At Gamma, the centre of the Brillouin zone, the two highest filled bands of the HfO₂ sheet coincide. When HSE06 is replaced by PBE0, this pair comes 0.011 eV nearer to the valence top by the rounded entries (0.010 eV by the unrounded levels), more than any other filled level in the table. The gap at Gamma, from the highest filled to the lowest empty level at that point, therefore opens by 0.762 eV, while the other points give 0.774 to 0.779 eV. Gamma breaks the pattern, but only by about a hundredth of an electronvolt in a change of three quarters. Such near-uniformity, in bands that differ in energy and in shape, needs an explanation.

Band energies of a 1T HfO2 monolayer with HSE06 (cheaper level) and PBE0 (costlier level), each relative to its own valence top. Ansatz 0.2.0, plane-wave PAW, 420 eV cutoff, 6×6×1 k mesh, no spin polarisation, fixed r2SCAN geometry. The points extra_v, extra_c and extra_d are those of the PBE valence top, conduction bottom and smallest direct gap.

```
point name  band v2, cheaper level (eV)  band v1, cheaper level (eV)  band c1, cheaper level (eV)  band c2, cheaper level (eV)  band v2, costlier level (eV)  band v1, costlier level (eV)  band c1, costlier level (eV)  band c2, costlier level (eV)
     Gamma                       -0.234                       -0.234                        6.934                        6.934                        -0.223                        -0.223                         7.707                         7.707
         M                       -1.068                       -0.437                        6.606                        7.888                        -1.065                        -0.437                         7.381                         8.668
         K                       -1.190                       -0.720                        6.828                        8.299                        -1.198                        -0.723                         7.601                         9.082
   extra_v                       -1.307                        0.000                        7.308                        7.504                        -1.311                         0.000                         8.087                         8.282
   extra_c                       -1.068                       -0.437                        6.606                        7.888                        -1.065                        -0.437                         7.381                         8.668
   extra_d                       -0.988                       -0.088                        6.740                        8.186                        -0.987                        -0.089                         7.513                         8.969
```

In the table v1 is the highest filled band, v2 the one below it, c1 the lowest empty band and c2 the next one up. Each level of theory has its own zero, the valence top, which lies at extra_v. The lowest empty level lies at M, so the gap is indirect. The row extra_c is equivalent to M by symmetry and repeats it, so its agreement with M is no additional evidence.

Two rows show what kind of change this is. At M the lowest empty level goes from 6.606 to 7.381 eV, a rise of 0.775 eV or about 12 per cent. If the empty bands were stretched in this proportion, the much higher level c2 at K would have to rise by 0.97 eV. It rises by 0.78 eV, almost exactly as much as M. The two lowest empty bands are thus lifted almost as a block, and their shape is nearly untouched.

The reason lies in what the two functionals share and where they part. Both replace a quarter of the PBE exchange between nearby electrons by exact exchange. PBE0 does the same at long distance, whereas HSE06 keeps PBE exchange there. The changeover is gradual, with no sharp boundary between near and far. The difference between the two functionals acts through the long-range part of the Coulomb repulsion,

v(r) = erf(ωr)/r, with v(0) = 2ω/√π,

where r is the distance between two electrons and ω, roughly 0.11 per bohr, sets where short range ends. This function has no spike at r = 0. At the Hf–O distance it still has 94 per cent of its central value, so two electrons on neighbouring atoms feel it almost as if they sat at the same place.

Exact exchange with so flat a repulsion does something simple. Its action on an orbital ψ is a sum over the filled orbitals φⱼ of the same spin:

−Σⱼ φⱼ(r) ∫ φⱼ*(r′) v(|r − r′|) ψ(r′) dr′ ≈ −v(0) Σⱼ φⱼ(r) ∫ φⱼ*(r′) ψ(r′) dr′

In an insulator with a wide gap, the sum over filled orbitals dies away within a few bonds, and this allows v to be taken out of the integral. What remains asks only how much of ψ is contained in the filled orbitals. For a filled state the answer is all of it, and the state is lowered by v(0). For an empty state the answer is none, and it stays where it was.

The PBE exchange that has to make room cannot draw this distinction, because it sees the electron density and not the orbitals. Around each electron, exchange digs a hole in the density that amounts to one missing electron. With a flat repulsion this hole is worth −v(0)/2 per electron, the half avoiding a double count of pairs. An energy proportional to the number of electrons gives a potential of the same size, −v(0)/2, for filled and empty states alike. Taking this potential away raises every level by v(0)/2.

The two steps can now be added, each with the weight of one quarter:

filled states: ¼ [−v(0) + v(0)/2] = −v(0)/8
empty states: ¼ [0 + v(0)/2] = +v(0)/8
widening of the gap: v(0)/4 = ¼ × 2 × 0.11/√π hartree ≈ 0.031 hartree ≈ 0.84 eV

The argument predicts a gap that opens evenly from both sides, by about 0.42 eV each. No k point and no band index appears in it, which is why M and K behave alike. Hafnium and oxygen enter only through the condition that the filled orbitals be compact enough for v to look flat.

The computed widening of the indirect gap is 92 per cent of this estimate, which used none of the rows in the table. How close the agreement really is remains untested, because long-range exact exchange can converge slowly with the k mesh and only one mesh was run. A mesh error that shifts all filled states alike would pass straight into the computed widening. An overestimate is what the derivation leads one to expect, since the repulsion does weaken with distance and a filled state then gains less than the full v(0). As the next paragraph shows, however, the larger part of the shortfall appears at the empty edge. The printed output after this section sets the estimate beside the computed changes.

The even split is a sharper test, but the table hides it by placing the valence top at zero in both columns. On the energy scale of the calculations themselves, the valence top falls by 0.40 eV and the lowest empty level rises by 0.37 eV. How the widening divides between the edges assumes that this scale keeps its zero from one functional to the other; the widening itself does not depend on it. The empty edge falls further short of 0.42 eV than the filled one. A likely reason, not proven here, is that empty states reach into regions of thin density, where the PBE potential that is removed is weaker than v(0)/2. The fourth empty level at Gamma, which is outside the table, rises only about half as much as the lowest one there, so the even lift does not extend to all higher empty states. The HSE06 run also warns that its exchange-correlation potential is rough in thin density, and the effect of this on the empty levels has not been measured.

The same scale shows that the sorting is by occupation and not by element. In the usual ionic picture of HfO₂, the upper filled bands are mainly oxygen 2p and the lowest empty ones mainly hafnium 5d. It would be natural to read the wider gap as hafnium levels moving up against oxygen levels. Yet a deep filled level, which its energy and its flatness mark as hafnium 4f, falls by 0.42 eV, and the deepest level, hafnium 5s by its energy, falls by 0.41 eV. Filled and empty levels of the same metal move in opposite directions, as the projection argument requires.



The larger gap is not thereby the better one. In a real material the other electrons screen the long-range exchange, and a thin sheet surrounded by vacuum screens it only weakly. HSE06 removes exact exchange at long distance by a fixed recipe, and PBE0 keeps a fixed quarter of it. Neither adapts to the sheet, so the difference between them measures how much the gap depends on this choice.

The pair at Gamma can now be put in its place. The flat-repulsion argument gives every filled state the same shift, and therefore no movement at all against the valence top. Small departures are to be expected, because v is not perfectly flat and states of different shape sample its decline differently. The raw levels point this way. At Gamma the top pair falls by 0.391 eV against 0.401 eV for the valence top, while the lowest pair of the oxygen 2p group at the same point falls by 0.421 eV. At the neighbouring mesh point v2 falls by 0.396 eV, between the first two values. Across the mesh the deeper oxygen 2p bands tend to fall more than the upper ones, so the lag belongs to these states and not to the point Gamma as a whole. Long-range exchange is also sensitive to the k mesh, but its most sensitive part is expected to shift all filled states alike. A single mesh of 6×6×1 points cannot exclude a mesh effect, though the shape of the states is the likelier cause. Either way the departure is small beside the 0.07 eV by which the estimate misses the widening of the gap itself.

The analysis program printed:

```
Change from HSE06 to PBE0 in eV with each level counted from its own valence top:
      row      v2      v1     c1     c2  c1 less v1
    Gamma   0.011   0.011  0.773  0.773       0.762
        M   0.003       0  0.775   0.78       0.775
        K  -0.008  -0.003  0.773  0.783       0.776
  extra_v  -0.004       0  0.779  0.778       0.779
  extra_c   0.003       0  0.775   0.78       0.775
  extra_d   0.001  -0.001  0.773  0.783       0.774
Indirect gap in HSE06 (eV): 6.606
Indirect gap in PBE0 (eV): 7.381
Widening of the indirect gap (eV): 0.775
Widening of the indirect gap (percent): 11.73
Rise of c2 at K as computed (eV): 0.783
Rise of c2 at K if all empty levels scaled with the gap (eV): 0.9736
Span of c1 over the listed points in HSE06 (eV): 0.702
Span of c1 over the listed points in PBE0 (eV): 0.706
Estimated widening from a flat long-range kernel (eV): 0.8444
Half of this estimate, expected size of the shift of each edge (eV): 0.4222
Computed widening as share of the estimate (percent): 91.78
Long-range kernel at the Hf-O distance relative to zero distance: 0.9401
Raw shift of the valence top from HSE06 to PBE0 (eV): -0.4014
Raw shift of the conduction bottom from HSE06 to PBE0 (eV): 0.3726
Raw shift of a flat deep level at Gamma from HSE06 to PBE0 (eV): -0.4224
Change of the exact-exchange energy per electron (eV): -0.4176
```
